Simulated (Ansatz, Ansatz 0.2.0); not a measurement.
# Static-lattice calculations overestimate the shear constant C44 of cubic CsPbBr3 measured by neutron scattering

## Reference data

The reference is a neutron study of lattice dynamics, "Common acoustic phonon lifetimes in inorganic and hybrid lead halide perovskites" (2019, arXiv:1908.10093). Transverse acoustic phonons of CsPbBr3 single crystals were followed by triple-axis spectroscopy towards the X, M and R zone boundaries, and powder diffraction with neutrons and synchrotron X-rays tracked the structural transitions and the thermal displacements of Cs and Br. C44 comes from the initial slope of the lowest transverse branch along [100] in a Bridgman-grown crystal, and we take it to belong to the cubic phase at 420 K, although that temperature is not shown in the passage that gives the value. What was observed is therefore a phonon dispersion, converted to a modulus through the density. The lattice behind it is strongly anharmonic and dynamically disordered, and in our view the uncertainty attached to the value reflects the fit of the slope only.

| compared with | measured | source's wording or label | T (K) | method |
| --- | --- | --- | --- | --- |
| C44 (GPa) | 2.45 ± 0.03 | 2.45 ± 0.03 GPa | 420 | inelastic neutron scattering (triple-axis) |

Conditions are those given with the value in the passage it was taken from; "not stated" means there, and the paper may say more elsewhere. The values are a selection: others may have been left out beforehand as unlike or outlying.

## Method

We aim to reproduce C44 within 5 %, roughly 0.12 GPa. That corresponds to about 2.5 % in the transverse sound velocity along [100], close enough for the calculated modulus to be of use in a Debye temperature based on sound speeds.

The model is the ideal five-atom cubic cell, relaxed and then strained. Octahedral tilts at the M and R points do not fit into this cell, so it stays cubic although the static crystal would prefer to tilt. Every atom sits on an inversion centre, which a homogeneous strain preserves; internal relaxation therefore adds nothing to C44 here. The calculation describes a static lattice, the experiment a hot one. Most moduli soften on warming, which would place the static value above the measured one, but in a crystal stabilised by its own thermal motion that rule is only a rough guide.

We begin with PBEsol, which usually gives better equilibrium volumes of solids than LDA. LDA tends to contract the cell, and a soft shear constant can respond strongly to that. A neighbouring functional will then give the scale of the functional dependence, and cutoff and k mesh will be tested with LDA. Spin-orbit coupling is left out; it matters greatly for the Pb-derived conduction band, and we expect less effect on the elasticity of the filled bands.

Plain PBE isn't shown in this study.

System: CsPbBr3 (caesium lead bromide), cubic perovskite; Pm-3m (No. 221), 5 atoms in the primitive cell; the database structure is a diffraction structure: a = 5.870 Å; structure from the Crystallography Open Database.

## 1. PBEsol elastic constants of the cubic cell

PBEsol is our first choice for a modulus that depends on a good equilibrium volume. We expect a C44 of a few GPa, far below C11, since shearing the cubic axes mainly bends the soft Pb–Br–Pb links.

**Run 1.** Ansatz 0.2.0: PBEsol, cell and atoms relaxed in a first step at this level from the database structure (its input isn't shown), PAW set soft_2, cutoff 420 eV (default), 4x4x4 k mesh, Gaussian smearing 0.02 eV; elastic constants by two-point finite strains with relaxed ions.

Key lines of the input:
```
crystal:
  # lattice and atoms
kpoints:
  mp_grid: { grid: [4, 4, 4] }
hamiltonian:
  xc: pbesol
scf:
  occupations: { method: gaussian, width: 0.02 }
output:
  forces: true
  stress: true
elastic:
  mode: relaxed_ion
  stencil: two_point
```

Command:
```
ansatz run input.yaml --threads 8 --pin off --max-ram 16384MiB --backend cpu --events-out ev --progress --plain --runs-dir out
```

Selected lines of the output:
```
  C = ∂σ_k/∂η_j (tension-positive GPa; Voigt order 11 22 33 23 13 12):
        -0.000      0.000      0.000      3.931      0.000     -0.000
  moduli (Voigt/Reuss/Hill, GPa): K = 21.56/21.56/21.56   G = 11.48/5.88/8.68   E = 22.96   ν = 0.323
  mechanically stable: yes (min eigenvalue of sym C = 3.93 GPa)
```

Converged; 3.8 s on 8 cores of AMD EPYC 9B45 (Zen 5), shared host.

| quantity | run 1 | measured | deviation |
| --- | --- | --- | --- |
| C44 (GPa) | 3.93 | 2.45 ± 0.03 | +1.48 (+60.5 %) |
| conventional cell volume (Å³) | 203.47 |  |  |
| pressure (GPa) | 0.00070 |  |  |
| B (Reuss) (GPa) | 21.6 |  |  |
| G (Hill) (GPa) | 8.68 |  |  |
| C11 (GPa) | 52.0 |  |  |
| C12 (GPa) | 6.36 |  |  |

PBEsol gives C44 = 3.93 GPa, 60 % above the neutron value and far outside the 5 % target. The order of magnitude and the strong anisotropy are as we anticipated, with C44 less than a tenth of C11. The reason we gave needs correcting, however: Br stays on the inversion centre midway between two Pb atoms, so a homogeneous shear leaves the Pb–Br–Pb links straight. It bends the Br–Pb–Br angles within the octahedra and stretches no Pb–Br bond to first order. The equilibrium volume of 203.47 Å³ corresponds to an edge of about 5.88 Å, close to the 5.870 Å of the diffraction structure, so a badly wrong cell is not an obvious explanation.

The stability reported by the program concerns homogeneous strains of the five-atom cell. It says nothing about octahedral tilts, which need a larger cell.

## 2. Cutoff and k mesh tested with LDA

A discrepancy of 1.48 GPa is large, but C44 is a small number and the stress differences behind it are small too. Before discussing physics we test the numerics with three LDA runs: one at the settings used for PBEsol, one with a denser k mesh and one with a higher cutoff. The first also serves as the neighbouring functional. We expect LDA to contract the cell and raise C11, and the numerical changes in C44 to stay well below the discrepancy. The test applies strictly to LDA and is only indirect support for the PBEsol value.

**Run 2.** Ansatz 0.2.0: LDA, cell and atoms relaxed in a first step at this level from the database structure (its input isn't shown), PAW set soft_2, cutoff 420 eV (default), 4x4x4 k mesh, Gaussian smearing 0.02 eV; elastic constants by two-point finite strains with relaxed ions.

Key lines of the input, as changed from run 1:
```diff
  hamiltonian:
-   xc: pbesol
+   xc: lda
```

Selected lines of the output:
```
  C = ∂σ_k/∂η_j (tension-positive GPa; Voigt order 11 22 33 23 13 12):
         0.000      0.000     -0.000      3.588      0.000     -0.000
         0.000      0.000     -0.000     -0.000      3.588     -0.000
        -0.000      0.000      0.000      0.000      0.000      3.588
```

Converged; wall time 3.7 s.

**Run 3.** Ansatz 0.2.0: LDA, cell and atoms relaxed in a first step at this level from the database structure (its input isn't shown), PAW set soft_2, cutoff 420 eV (default), 6x6x6 k mesh, Gaussian smearing 0.02 eV; elastic constants by two-point finite strains with relaxed ions.

Key lines of the input, as changed from run 2:
```diff
  kpoints:
-   mp_grid: { grid: [4, 4, 4] }
+   mp_grid: { grid: [6, 6, 6] }
```

Selected lines of the output:
```
  C = ∂σ_k/∂η_j (tension-positive GPa; Voigt order 11 22 33 23 13 12):
         0.000     -0.000      0.000      3.684     -0.000      0.000
         0.000      0.000     -0.000      0.000      3.684      0.000
        -0.000      0.000      0.000      0.000     -0.000      3.684
```

Converged; 12 s on 8 cores of Arm Neoverse V2, shared host.

**Run 4.** Ansatz 0.2.0: LDA, cell and atoms relaxed in a first step at this level from the database structure (its input isn't shown), PAW set soft_2, cutoff 590 eV, 4x4x4 k mesh, Gaussian smearing 0.02 eV; elastic constants by two-point finite strains with relaxed ions.

Key lines of the input, as changed from run 2:
```diff
+ basis:
+   ecutwfc: 590.0
```

Selected lines of the output:
```
  C = ∂σ_k/∂η_j (tension-positive GPa; Voigt order 11 22 33 23 13 12):
        -0.000     -0.000      0.000      3.586     -0.000      0.000
```

Converged; wall time 9.8 s.

| quantity | run 2 | run 3 | run 4 | measured |
| --- | --- | --- | --- | --- |
| C44 (GPa) | 3.59 | 3.68 | 3.59 | 2.45 ± 0.03 |
| conventional cell volume (Å³) | 193.17 | 192.12 | 193.18 |  |
| pressure (GPa) | −0.00106 | 0.00078 | −0.00166 |  |
| B (Reuss) (GPa) | 25.5 | 25.4 | 25.5 |  |
| G (Hill) (GPa) | 9.35 | 9.42 | 9.34 |  |
| C11 (GPa) | 62.3 | 62.1 | 62.2 |  |
| C12 (GPa) | 7.07 | 7.11 | 7.06 |  |

Raising the cutoff changes the LDA value of C44 by only 0.002 GPa. The k mesh matters more: going from 4×4×4 to 6×6×6 raises C44 from 3.588 to 3.684 GPa, or 2.7 %, and shrinks the relaxed volume by about half a per cent. That is more than half of our 5 % target, so the coarser mesh would be too loose to decide a close case. Here the denser mesh moves LDA further from experiment, and the change is less than a tenth of the discrepancy.

As anticipated, LDA contracts the cell and raises C11. C44 nevertheless comes out lower than with PBEsol, by 0.34 GPa on the same mesh. The smaller LDA cell thus does not come with a stiffer shear, although functional and volume change together here, and the two functionals differ far less from each other than either does from the measurement.

## 3. r2SCAN as a different kind of functional

Cutoff and mesh are excluded as the main cause for LDA; tests of the strain step and of the smearing are not shown in this report. The next question on the electronic-structure side is whether both functionals share an error. r2SCAN, a meta-GGA, describes exchange and correlation differently enough to test this. We expect C44 to stay well above 3 GPa, because the static cubic lattice is common to all three calculations.

**Run 5.** Ansatz 0.2.0: r2SCAN, cell and atoms relaxed in a first step at this level from the database structure (its input isn't shown), PAW set soft_2, cutoff 500 eV (default), 4x4x4 k mesh, Gaussian smearing 0.02 eV; elastic constants by two-point finite strains with relaxed ions.

Key lines of the input, as changed from run 1:
```diff
  hamiltonian:
-   xc: pbesol
+   xc: r2scan
```

Selected lines of the output:
```
  C = ∂σ_k/∂η_j (tension-positive GPa; Voigt order 11 22 33 23 13 12):
        50.306      6.811      6.811     -0.000     -0.000     -0.000
        -0.000     -0.000     -0.000      4.746      0.000      0.000
```

Converged; 12 s on 8 cores of INTEL XEON PLATINUM 8581C at 2.30GHz (Emerald Rapids), shared host.

| quantity | run 5 | measured | deviation |
| --- | --- | --- | --- |
| C44 (GPa) | 4.75 | 2.45 ± 0.03 | +2.30 (+93.7 %) |
| conventional cell volume (Å³) | 209.86 |  |  |
| pressure (GPa) | 0.02269 |  |  |
| B (Reuss) (GPa) | 21.3 |  |  |
| G (Hill) (GPa) | 9.23 |  |  |
| C11 (GPa) | 50.3 |  |  |
| C12 (GPa) | 6.81 |  |  |

r2SCAN gives C44 = 4.75 GPa, nearly twice the measured value and further from it than either LDA or PBEsol. The change of functional therefore does not remove the discrepancy; it widens it. It also shows that C44 depends on the functional more than the first two results suggested: on the same k mesh, r2SCAN lies 1.16 GPa above LDA, while C12 hardly differs.

Across the three functionals C44 rises with the relaxed volume, whereas C11 falls. Since functional and volume change together, these runs cannot separate the two influences. The mesh test was made with LDA and does not fix the numerical error of the r2SCAN value, but a mesh effect of the size found there would be far too small to account for a deviation of 2.30 GPa.

## Comparison with experiment

| run | settings | C44 (GPa) | deviation | cost |
| --- | --- | --- | --- | --- |
| 1 | PBEsol, cutoff 420 eV (default), 4x4x4 k mesh | 3.93 | +1.48 (+60.5 %) | under 1 core-min |
| 2 | LDA, cutoff 420 eV (default), 4x4x4 k mesh | 3.59 | +1.14 (+46.5 %) | under 1 core-min |
| 3 | LDA, cutoff 420 eV (default), 6x6x6 k mesh | 3.68 | +1.23 (+50.4 %) | 98 core-s |
| 4 | LDA, cutoff 590 eV, 4x4x4 k mesh | 3.59 | +1.14 (+46.3 %) | 78 core-s |
| 5 | r2SCAN, cutoff 500 eV (default), 4x4x4 k mesh | 4.75 | +2.30 (+93.7 %) | 93 core-s |
|  | measured | 2.45 ± 0.03 |  |  |

Further runs on the same system, made beside this series (convergence steps with loose settings among them):

| further | settings | C44 (GPa) | deviation | cost |
| --- | --- | --- | --- | --- |
| F1 | LDA, atoms relaxed in the database cell, cutoff 420 eV (default), 4x4x4 k mesh | 3.75 | +1.30 (+53.2 %) | under 1 core-min |
| F2 | LDA, cell and atoms relaxed in a first step at this level from the database structure (its input isn't shown), cutoff 420 eV (default), 2x2x2 k mesh | 2.84 | +0.39 (+16.1 %) | under 1 core-min |
|  | measured | 2.45 ± 0.03 |  |  |

## Discussion

The target was missed clearly. PBEsol, the level we committed to, gives C44 = 3.93 GPa against 2.45 ± 0.03 GPa, a deviation of 60 % where 5 % was allowed, at a cost of under one core-minute. LDA and r2SCAN are also far too high.

The k-mesh test was the most useful numerical check. For LDA, the denser mesh raises C44 slightly, while a 2×2×2 mesh gives 2.84 GPa. That value is the nearest to experiment, but only through poor sampling. The higher cutoff changed practically nothing. Corresponding tests for PBEsol, and tests of the strain step and the smearing, are not shown in this report, so the numerical error of the PBEsol value is bounded only indirectly.

LDA in the larger diffraction cell gives 3.75 GPa, compared with 3.59 GPa in its relaxed cell. Volume may therefore explain part of the difference between LDA and PBEsol. The rise is small, not much larger than the mesh effect, and it refers to a static cell held under tension, without the vibrational pressure that balances it in the hot crystal. Judged from the bulk modulus and the volume difference, that tension is very roughly 1 GPa, and a prestress enters a shear coefficient at the same order, so the sign of so small a rise carries limited weight. The firmer point is that PBEsol already relaxes close to the diffraction cell and is still far too stiff in shear, so the cell size alone is unlikely to account for the miss.

The likeliest cause, argued from theory and not shown by these runs, is the static cubic lattice itself. The real crystal at 420 K is cubic only on average, with large, strongly anharmonic octahedral tilts that the five-atom cell excludes. Their coupling to shear could lower C44, but we cannot say by how much. An error common to the functionals is not excluded either.

The reference also calls for some caution: it is a modulus derived from a phonon slope in a disordered lattice, and its uncertainty probably covers the fit alone. Molecular dynamics in a large cell at the measuring temperature would be the appropriate next step. Until then, we would not use these static values of C44 for a Debye temperature of the hot cubic phase.

[Logs are printed without paths, hosts, clocks, repeated set-up lines and the standing remarks that a program may print on its own settings, such as how far it seeks lower states.]

[The runs shown are a pick from a larger set of finished runs; failed, doubtful and other runs were left out of it ahead of writing. So were measured values far from every level or from commonly accepted values, and agreement can look better than it is. Lines of input and output are excerpts and may be shortened.]
